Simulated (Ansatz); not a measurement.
# Zr₂H₃: phonon entropy against temperature

All results are calculated (Ansatz 0.2.0). Harmonic vibrational free energy, entropy and heat capacity at constant volume, per atom, from the force constants of a q mesh, imaginary modes left out; plane waves with PAW datasets, Gamma-centred k mesh.

Structure of every row (space group P-3m1, No. 164):
```
Zr2H3
1.0
      3.2516     0.0000     0.0000
     -1.6258     2.8160     0.0000
      0.0000     0.0000     5.7098
Zr H
2 3
Direct
  0.33333 0.66667 0.23733
  0.66667 0.33333 0.76267
  0.00000 0.00000 0.00000
  0.33333 0.66667 0.60773
  0.66667 0.33333 0.39227
```

Settings of every row: functional PBE; dispersion none; spin none; wave cutoff 420 eV; k mesh 12x12x8; occupations fermi dirac; smearing width 0.15 eV; pressure 0 GPa; phonon method linear response; q mesh 3x3x1.

Limits: coarse q mesh; metal sensitive to the k mesh; the cell comes from a prototype or a list of computed structures and needn't be the stable phase.

| row | temperature (K) | phonon entropy (kB/atom) | phonon free energy (meV/atom) | phonon heat capacity (kB/atom) |
| --- | --- | --- | --- | --- |
| 1 | 200 | 1.343 | 110.3 | 1.212 |
| 2 | 300 | 1.898 | 96.3 | 1.553 |
| 3 | 400 | 2.39 | 77.8 | 1.881 |
| 4 | 500 | 2.84 | 55.2 | 2.141 |
| 5 | 600 | 3.248 | 29 | 2.334 |
| 6 | 700 | ? | ? | ? |
| 7 | 800 | 3.956 | -33.3 | 2.578 |
| 8 | 900 | 4.265 | -68.8 | 2.655 |
| 9 | 1000 | 4.547 | -106.7 | 2.713 |

Question: what phonon entropy should row 6 give?

Worked fit of phonon entropy. Entropy rises as the heat capacity times the change of ln T, so take t = ln(T / 300 K). The shown rows have t = -0.4055, 0, 0.2877, 0.5108, 0.6931, 0.9808, 1.0986, 1.204. Least squares give phonon entropy = 1.8979 + 1.58281 × t + 0.51825 × t² kB/atom; a straight line predicts inner rows, each left out in turn, worse (root mean square 0.12 against 0.0059 kB/atom). The rows lie off it by 0.002, 0.000, -0.006, -0.002, 0.004, 0.007, 0.003, -0.008 (root mean square 0.0048 kB/atom). The slope at t = 0, 1.58 kB/atom, estimates the heat capacity at 300 K. The withheld row has t = 0.8473, so the fit gives 1.8979 + 1.58281 × (0.8473) + 0.51825 × (0.8473)² = 3.611 kB/atom.

The calculation gave 3.619 kB/atom. The fit lies 0.008 kB/atom (0.25 % of the column's range) below it; its largest miss of a shown row is 0.008 kB/atom.

The other values of row 6: phonon free energy -0.7 meV/atom; phonon heat capacity 2.475 kB/atom.
